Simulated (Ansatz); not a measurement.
# CdSe: energy above lowest point and pressure against volume scale

Results calculated with Ansatz 0.2.0, not measured. Free energy against uniform scaling of the volume at fixed shape and fractions; periodic cell, basis, potentials, k mesh and filling as listed.

The cell before it is scaled or strained (space group F-43m, No. 216):
```
CdSe
1.0
      0.0000     3.0703     3.0703
      3.0703     0.0000     3.0703
      3.0703     3.0703     0.0000
Cd Se
1 1
Direct
  0.00000 0.00000 0.00000
  0.75000 0.75000 0.75000
```

Settings of every row: functional PBE; dispersion none; potentials PAW; wave cutoff 500 eV; density cutoff 2000 eV; k mesh 6x6x6; k shift 0x0x0; occupations fixed; smearing width 0 eV; spin none.

Limits: coarse k mesh, up to 40 meV an atom off.

| row | volume scale | V (Å³/atom) | energy above lowest point (meV/atom) | pressure (GPa) |
| --- | --- | --- | --- | --- |
| 1 | 0.88 | 25.47 | 114.1 | 9.97 |
| 2 | 0.92 | 26.627 | 55.4 | 6.41 |
| 3 | 0.96 | 27.785 | ? | ? |
| 4 | 1 | 28.943 | 2.5 | 1.29 |
| 5 | 1.04 | 30.101 | 0 | -0.53 |
| 6 | 1.08 | 31.258 | 9.3 | -1.99 |
| 7 | 1.12 | 32.416 | 28 | -3.16 |

Question: what energy above lowest point and pressure should row 3 give?

Worked fit of energy above lowest point. Take u = (V_r/V)^(2/3) − 1 with V_r = 29.522 Å³ an atom, which is twice the finite (Eulerian) strain; such expansions in the strain, on which the Birch-Murnaghan equation of state is built, carry the rest volume and the bulk modulus. The shown rows have u = 0.10343, 0.07123, 0.01329, -0.01286, -0.03738, -0.06044. Least squares give energy above lowest point = −0.38 + 91.05 × u + 9478.8 × u² + 3314 × u³ meV/atom; a parabola predicts inner rows, each left out in turn, worse (root mean square 0.57 against 0.026 meV/atom). All shown rows lie on it to the printed digit. Its lowest point lies at u = -0.0048, or V = 29.74 Å³ an atom, and the curvature there gives the bulk modulus at fixed shape and fractions, B = (4/9)(1 + u)² E″(u)/V = 44.7 GPa. The withheld row has u = 0.04125, so the fit gives −0.38 + 91.05 × (0.04125) + 9478.8 × (0.04125)² + 3314 × (0.04125)³ = 19.7 meV/atom.

The calculation gave 19.8 meV/atom. The fit lies 0.1 meV/atom (0.088 % of the column's range) below it, one unit of the last digit.

Worked fit of pressure. Take u = (V_r/V)^(2/3) − 1 with V_r = 29.522 Å³ an atom, which is twice the finite (Eulerian) strain; such expansions in the strain, on which the Birch-Murnaghan equation of state is built, carry the rest volume and the bulk modulus. The shown rows have u = 0.10343, 0.07123, 0.01329, -0.01286, -0.03738, -0.06044. Least squares give pressure = 0.33 + 69.522 × u + 207.56 × u² + 207.4 × u³ GPa; a parabola predicts inner rows, each left out in turn, worse (root mean square 0.036 against 0.0012 GPa). All shown rows lie on it to the printed digit. The pressure vanishes at u = -0.0048, or V = 29.74 Å³ an atom, and there the bulk modulus at fixed shape and fractions is B = −V dP/dV = (2/3)(1 + u) dP/du = 44.8 GPa. The withheld row has u = 0.04125, so the fit gives 0.33 + 69.522 × (0.04125) + 207.56 × (0.04125)² + 207.4 × (0.04125)³ = 3.57 GPa.

The calculation gave 3.57 GPa. The fit meets it to the printed digit.
